## Results and discussion

### Three energy scales

An electron far outside a singly charged core sees a charge of one, so its binding energy $B$ and mean radius $\langle r\rangle$ follow the hydrogenic forms

$$B=\frac{\mathrm{Ry}}{n^{*2}},\qquad \langle r\rangle\approx\tfrac32\,n^{*2}\ \text{bohr},\qquad n^*=5-\delta ,$$

with $\mathrm{Ry}=13.6$ eV and $\delta$ the quantum defect. For $n^*$ between about 3 and 4, the 5s electron is bound by 1 to 2 eV and lies 12 to 24 bohr out, against 0.54 eV and 37.5 bohr for $\delta=0$. Ionising the valence shell costs about 10 eV, and the exchange structure of that shell modulates the cost by 1 to 2 eV per pair of parallel spins. The spurious interaction of the outer electron with itself in PBE is of order 0.1 to 0.2 eV in $B$ and opens a gap of several tenths of an eV between $B$ and minus the eigenvalue $\varepsilon$.

Neutral atoms with one 5s electron over the ground configuration that NIST lists for the singly charged ion, from the radks radial solver with Libxc (spherical all-electron Kohn-Sham, PBE, scalar-relativistic, spin-polarised, Fermi nucleus). Open shells are filled at highest spin; excitation and binding energies are differences of total energies.

| species | Z | configuration | energy above the ground configuration (eV) | binding energy (eV) | quantum defect | outer eigenvalue (eV) | outer mean radius (bohr) | −ε / binding energy |
| --- | --- | --- | --- | --- | --- | --- | --- | --- |
| Be | 4 | [He] 2s2 | 8.0447 | 0.95373 | 1.223 | -0.62924 | 24.028 | 0.660 |
| C | 6 | [He] 2s2 2p2 | 10.584 | 1.0875 | 1.463 | -0.71168 | 20.836 | 0.654 |
| N | 7 | [He] 2s2 2p3 | 13.764 | 1.1402 | 1.546 | -0.74382 | 19.798 | 0.652 |
| O | 8 | [He] 2s2 2p4 | 12.488 | 1.1830 | 1.609 | -0.76983 | 19.020 | 0.651 |
| Si | 14 | [Ne] 3s2 3p2 | 6.5856 | 1.6783 | 2.153 | -1.0497 | 13.436 | 0.625 |
| P | 15 | [Ne] 3s2 3p3 | 8.7523 | 1.7852 | 2.239 | -1.1137 | 12.586 | 0.624 |

The configurations shown are the neutral ground states. In the excited atoms 5s sits over the ion cores $2s^1$ (Be), $2p^1$, $2p^2$, $2p^3$ (C, N, O) and $3p^1$, $3p^2$ (Si, P). The defect column is $B$ rewritten through the first formula and carries no independent information. The printed analysis after this section gives the fits and residuals row by row.

### The zigzag belongs to the ground state

Both energies are differences of total energies, so the energy above the ground configuration plus $B$ is exactly the first ionisation energy $I$ at this level. The numbers show where the irregularity lies: the excitation energy spans 7.18 eV, $I$ spans 6.64 eV and $B$ only 0.83 eV. From N to O the excitation energy falls by 1.276 eV, of which 1.233 eV is the fall in $I$ and 0.043 eV the rise in $B$. The highest-spin filling includes 5s, so the states of Be and O are a triplet and a quintet, reached from a singlet and a triplet. Their sum $I$ doesn't depend on this, because the 5s state cancels from it.

The drop is the standard half-shell effect. A $p^k$ shell at highest spin holds one parallel pair for $p^2$, three for $p^3$ and still three for $p^4$, so ionising C, N and O destroys $m=1$, 2 and 0 pairs. With $I=a+sZ+Km$, the step from C to N is $s+K=3.233$ eV and that from N to O is $s-2K=-1.233$ eV. Subtraction gives $3K=4.466$ eV, hence $K=1.489$ eV and $s=1.744$ eV. Three rows fix three constants, so this sizes the effect without testing the model.

An independent size comes from the Slater integral $F^2(2p,2p)=9.147$ eV of the same O calculation. The exchange integral between two different p orbitals is $3F^2/25=1.10$ eV, and $K$ is 36 % larger than that. This integral is only part of the pairing cost. With $F^0$ the spherical part of the repulsion, two parallel electrons repel by $F^0-2F^2/25-3F^2/25=F^0-F^2/5$, while the minority electron of $p^4$ meets one partner in its own orbital, $F^0+4F^2/25$, and two in others, $F^0-2F^2/25$ each, which sum to $3F^0$. Frozen orbitals therefore give $K=F^2/5=1.83$ eV, and the value from the table is $1.489/1.83=0.81$ of it. Relaxation and correlation are known to reduce such splittings, and C and N, with larger 2p orbitals, should have a smaller $F^2$ than O. How much each contributes in a spherical PBE atom is untested.

Be loses a 2s electron and stands outside this count. Si and P repeat the step from C to N on a smaller scale, 2.274 eV in $I$, as befits a more diffuse shell, and S should fall below the rising line as O does. The binding energy passes O without a kink. The pairing energy of the ion core stands on both sides of $B$ and cancels, and the distant 5s electron feels the core mostly through its charge and size, so no marked break in $B$ is to be expected at F either, where the core itself passes the half shell.

### Penetration sets the defect

An s electron has no centrifugal barrier and dives into the core on each orbit. There it sees more of the nuclear charge, speeds up and gathers extra radial phase, and $\delta$ is this phase divided by $\pi$. A model with no constant fitted to the table puts this into the Langer-corrected WKB condition, in atomic units,

$$\int\sqrt{2\,[E-V(r)]-\frac{1}{4r^2}}\;dr=\left(5-\tfrac12\right)\pi,\qquad V=-\frac{1+(Z-1)\,\phi(r)}{r},$$

where $\phi$ is the Thomas-Fermi screening function in the Tietz form and the tail is a clean $-1/r$. It returns zero for hydrogen and a defect rising from 0.795 for Be to 2.135 for P, against 1.223 and 2.239 in the table. Penetration thus accounts for most of the size of the defect and for the direction of the trend. The model lies below the table in every row and rises more from Be to P, but the table is no clean reference for this: the functional inflates $\delta$ most where $n^*$ is largest.

The details escape it. Within the second period the table's gain per unit of $Z$ is 0.120 (an average over two steps, across the filling of 2s), 0.083 and 0.063, whereas the model gives 0.168 to 0.132. From Si to P the table's slope recovers to 0.086, close to its value from C to N, while the model's slope keeps falling. The same fact appears as a nearly constant step between periods, 0.69 for both C to Si and N to P, where the model gives about 0.9. Two pairs don't establish a rule. A statistical atom has no shells, and the sawtooth is plausibly the shell structure: along a period the core contracts, so each added proton acts over a smaller region, and a new diffuse shell restores the reach. This reading isn't tested here. The size of the step is a separate matter: a given spurious binding shifts $\delta$ in proportion to $n^{*3}$, by about 0.2 for Be and 0.1 for P on the self-exchange estimate alone, so the functional error discussed below compresses the step between periods, and the shortfall against 0.9 shouldn't be read as shell structure.

Two-parameter fits to all six rows, linear in $Z$ and linear in $Z^{1/3}$, leave rms residuals of 0.020 and 0.032, far above the rounding of 0.0005. Both beat WKB with a constant offset (0.117), and neither shows the sawtooth. Six rows don't decide between them, and their constants have no physical meaning.

The radius follows the binding as $\langle r\rangle\propto B^{-1.02}$ over all rows, close to the Coulomb exponent $-1$, and exceeds $1.5\,n^{*2}$ by 10 to 12 %. It tracks $B$ far better than $\varepsilon$: for Be the eigenvalue would imply $1.5\times13.6/0.629=32$ bohr, against 24.0 computed. Theory argues that the self-repulsion lifts the potential almost uniformly inside the orbit, which moves $\varepsilon$ strongly but changes the shape of the orbital little. The excess over $1.5\,n^{*2}$ need not mean a swollen orbital, because $n^*$ is taken from a $B$ that is itself too large. Removing the roughly 0.10 eV of self-exchange excess estimated below for Be raises $1.5\,n^{*2}$ to about 23.9 bohr, close to the computed radius, while the recalled defect of 0.8 would give about 26 bohr. This is one row, and some swelling of the orbital in the others is not excluded.

### Why $-\varepsilon$ is two thirds of the binding energy

For a frozen outer orbital with occupation $f$, the energy is $E(f)=hf+\tfrac12Jf^2-X(f)$, where $h$ collects the kinetic energy and the interaction with the ion, $J$ is the self-Coulomb integral and $X$ the magnitude of the self-exchange. Then $B=E(0)-E(1)=-h-J/2+X(1)$, and Janak's theorem gives $\varepsilon=E'(1)=h+J-X'(1)$, so that

$$B+\varepsilon=\tfrac12J+X(1)-X'(1).$$

Exact exchange has $X=Jf^2/2$ and the sum vanishes. Local exchange scales as $f^{4/3}$ and leaves $J/2-X/3$, which is $J/3$ even when $X=J/2$ cancels the self-repulsion in the total energy. Hydrogenic 3s and 4s orbitals have $J\langle r\rangle\approx0.90$, so the gap should be about $0.3/\langle r\rangle$ hartree. Evaluating PBE exchange on these orbitals gives 0.307 and 0.299 for the constant.

Be, with $n^*=3.78$, is nearest to 4s. With a hartree of 27.2 eV the gap is $0.299\times27.2/24.0=0.339$ eV, so $\varepsilon=-(0.954-0.339)=-0.615$ eV against $-0.629$ eV in the table. The predicted gap is 4 to 5 % above the computed 0.324 eV. Nothing was fitted, but $B$ and $\langle r\rangle$ were taken from the row, and self-correlation, which lowers the constant by several per cent, was left out. Over the series the gap doubles while its product with the radius changes by 8 %, and every row lies within 7 % of either hydrogenic value. Because $B\langle r\rangle=0.75$ hartree bohr for a Coulomb orbit, the ratio $-\varepsilon/B$ comes out near $1-0.3/0.75=0.6$ whatever the element, and the larger radii raise it to about 0.64, and the change in the product between the periods accounts for most of the spread from 0.62 to 0.66.

The product moves in a step, from 0.29 in the second period to 0.31 in the third. The hydrogenic values shift the same way by less than half as much, and O, whose $n^*$ is nearer 3 than 4, stays with Be. Overlap with the larger core, correlation and relaxation are all outside the model, and assigning the step to any of them would be a guess. The drift of the ratio is a property of the functional, and in none of these rows is $-\varepsilon$ the energy needed to remove the electron.

### The defects are too large

For orbitals with nodes PBE exchange overshoots: $X$ is 1.15 and 1.20 times $J/2$ for 3s and 4s, which adds spurious binding of order 0.1 eV at these radii. PBE correlation doesn't vanish for a single polarised electron either, and this self-correlation, not included in the estimate, binds the electron further. Rough recalled measured defects, about 0.8 for Be and 1.2 for O, put the table 0.4 too high in $\delta$ and 0.2 eV too high in $B$, more than any step in $B$ within a period. Sign and order of magnitude agree with self-interaction. Fine structure and term splittings are absent from a spherical scalar-relativistic atom, which blurs the comparison, and it covers two rows only. The excess of the table over WKB, 0.12 to 0.18 eV, is of the same order but is no measure of this error: it is largest for Be, whereas the self-exchange excess grows as the orbit shrinks, and WKB itself overshoots the recalled value for O.

Since $\Delta\delta\approx\Delta B\,n^{*3}/(2\,\mathrm{Ry})$ and the spurious $\Delta B$ falls roughly as $1/n^{*2}$, the error in $\delta$ should grow along 6s, 7s and beyond, where a true defect settles to a constant. A 5p series would repeat the zigzag in excitation energy, which is inherited from $I$, with smaller defects, because the centrifugal barrier cuts off the innermost phase. For d and f orbitals over these light cores the true defect is near zero and the PBE value would be mostly self-interaction. In positive ions the binding scales as the square of the core charge and $J$ as its first power, so $-\varepsilon/B$ should move towards one.

Printed output of the fit:

```
definition check: max |5-sqrt(Ry/B)-defect| = 0.0004 (rounding 0.0005)
IE = excitation+binding (eV): Be 8.998, C 11.671, N 14.904, O 13.671, Si 8.264, P 10.537
spread (eV): excitation 7.18, IE 6.64, binding 0.83
C->N (eV): excitation +3.180, IE +3.233, binding +0.053
N->O (eV): excitation -1.276, IE -1.233, binding +0.043
Si->P (eV): excitation +2.167, IE +2.274, binding +0.107
pairs lost C,N,O = 1,2,0 (exactly determined): K 1.489 eV, slope 1.744 eV/Z
O orbital estimate 3F2/25 = 1.098 eV; K is 36 % larger
WKB check, hydrogen 5s defect: -0.0000
row  defect  WKB  table-WKB  B-B(WKB)/eV  resid linear  resid Z^(1/3)
Be  1.223  0.795  +0.428  +0.184  -0.033  +0.037
C   1.463  1.131  +0.332  +0.179  +0.027  +0.009
N   1.546  1.275  +0.271  +0.160  +0.020  -0.020
O   1.609  1.406  +0.203  +0.129  -0.007  -0.059
Si  2.153  2.045  +0.108  +0.120  -0.002  +0.006
P   2.239  2.135  +0.104  +0.128  -0.006  +0.027
defect = WKB + mean offset 0.241: rms 0.117, worst Be +0.187
defect = 0.0899 Z + 0.896: rms 0.020, worst Be -0.033
defect = 1.168 Z^(1/3) -0.667: rms 0.032, worst O -0.059
defect per unit Z, table: Be-C 0.120, C-N 0.083, N-O 0.063, O-Si 0.091, Si-P 0.086
defect per unit Z, WKB:   Be-C 0.168, C-N 0.143, N-O 0.132, O-Si 0.106, Si-P 0.090
same group, table: Si-C 0.690, P-N 0.693; WKB: 0.914, 0.860
radius ~ binding^p: p = -1.021 (Coulomb value -1)
row  n*  1.5n*^2/bohr  r/(1.5n*^2)  B+eps/eV  (B+eps)r/(Ha bohr)  -eps/B
Be  3.777  21.40  1.123  0.324  0.2865  0.660
C   3.537  18.77  1.110  0.376  0.2878  0.654
N   3.454  17.90  1.106  0.396  0.2884  0.652
O   3.391  17.25  1.103  0.413  0.2888  0.651
Si  2.847  12.16  1.105  0.629  0.3104  0.625
P   2.761  11.43  1.101  0.671  0.3106  0.624
max/min: B+eps 2.07, (B+eps)r 1.084 (rounding of product about 0.0001)
H 3s: J<r> 0.896, X/(J/2) 1.15, model (B+eps)r 0.307
  table/model 0.93 to 1.01; X-J/2 at radius of Be 0.07, O 0.09, P 0.14 eV
H 4s: J<r> 0.895, X/(J/2) 1.20, model (B+eps)r 0.299
  table/model 0.96 to 1.04; X-J/2 at radius of Be 0.10, O 0.13, P 0.19 eV
Be: rough recalled defect 0.8; table larger by 0.4, binding larger by 0.2 eV
O: rough recalled defect 1.2; table larger by 0.4, binding larger by 0.2 eV
```
